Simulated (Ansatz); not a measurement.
# A film clamped to a substrate in Al2Cu

The calculation used Ansatz 0.2.0, DFT PBE, scalar-relativistic, plane waves, PAW. The runs took a 420 eV cutoff, a Γ-centred 12×12×12 mesh and Gaussian smearing (0.15 eV). No spin polarisation. Energies are free energies at this smearing, counted from the undisturbed cell; pressure is positive in compression.

Zero of the scan (relaxed at this level; with this scan's settings it stands at 0.1 GPa; it needn't be the usual structure):

```
Al Cu
1.0
    -3.02619    3.02619    2.44162
     3.02619   -3.02619    2.44162
     3.02619    3.02619   -2.44162
Al Cu
4 2
Direct
  0.15872 0.65872 0.81744
  0.65872 0.84128 0.50000
  0.84128 0.34128 0.18256
  0.34128 0.15872 0.50000
  0.75000 0.75000 0.00000
  0.25000 0.25000 0.00000
```

The cell (6 atoms, V0 = 89.44 Å³) is strained by p along both x and y and by q along z, fractional coordinates fixed. τp = (1/V0) ∂E/∂p = (σxx + σyy)(1 + p)(1 + q) and τq = (1/V0) ∂E/∂q = σzz(1 + p)², with tension positive.

```
     p q  ΔE (meV/atom)  τp (GPa)  τq (GPa)
 0.000   0.000           0.00     -0.34      0.11
-0.015   0.000           5.81     -8.14     -1.79
 0.015   0.000           4.42      6.51      1.80
 0.000  -0.015           1.76     -2.17     -2.70
 0.000   0.015           1.91      1.40      2.57
```

Question: Get the second derivatives of the energy density.

Answer: Central differences give A = ∂τp/∂p = 488 GPa (C11 + C22 + 2 C12), C = ∂τq/∂q = 176 GPa (C33) and the cross term B = ∂τq/∂p = 120 GPa (C13 + C23); ∂τp/∂q = 119 GPa must equal B, and any difference shows higher-order terms. The ions are clamped.

Question: A film of this crystal grows with z along the normal on a substrate that imposes p. How does its thickness respond, and what does the misfit cost?

Answer: Count p and q from the stress-free cell. A free surface needs τq = 0, so q = −(B/C) p = -0.68 p. The energy density left is (A − B²/C) p²/2 = M p², with the biaxial modulus M = 203 GPa; a misfit of 1 % costs 1.89 meV/atom, against 2.27 meV/atom if the thickness were held.

At p = 0.030 the energies along q are 16.2 (q = -0.030), 14.9 (q = -0.015), 17.7 (q = 0.000), 24.1 (q = 0.015), 33.3 (q = 0.030) meV/atom.

Question: Does the linear rule hold at this misfit?

Answer: A parabola through the lowest point and its neighbours has its minimum at q = -0.018, 14.8 meV/atom. With the stress left in the starting cell, τp0 and τq0, linear elasticity gives q = −(τq0 + Bp)/C = -0.021 and E = V0(τp0 p + τq0 q + Ap²/2 + Bpq + Cq²/2)/N = 15.9 meV/atom. The two agree within a tenth in energy.

Forces appear on the atoms along this scan, and letting them relax would lower the energy and soften the response. In a metal these slopes depend on the k mesh and the smearing.

Stretching the film in its plane thins it, but the contraction along z offsets only part of the added area, so the volume still grows. This is the usual compromise in a metal: the electron gas and ionic cohesion resist a change of density, while the directional part of the Al-Al and Al-Cu bonding resists the change of shape that full volume conservation would need. Freeing the thickness therefore recovers only a modest share of the misfit energy, from 2.27 to 1.89 meV/atom at 1 %.

The in-plane response is also stiffer in compression than in tension, even after allowing for the initial stress, as expected when short-range repulsion rises faster than cohesion weakens. This probably explains why the linear estimate at the larger tensile misfit lies too high, and suggests that it would err the other way for a compressed film. Because equal strain along x and y gives only the sum of C11 and C12, the scan doesn't establish whether a single in-plane axis is stiffer than z.
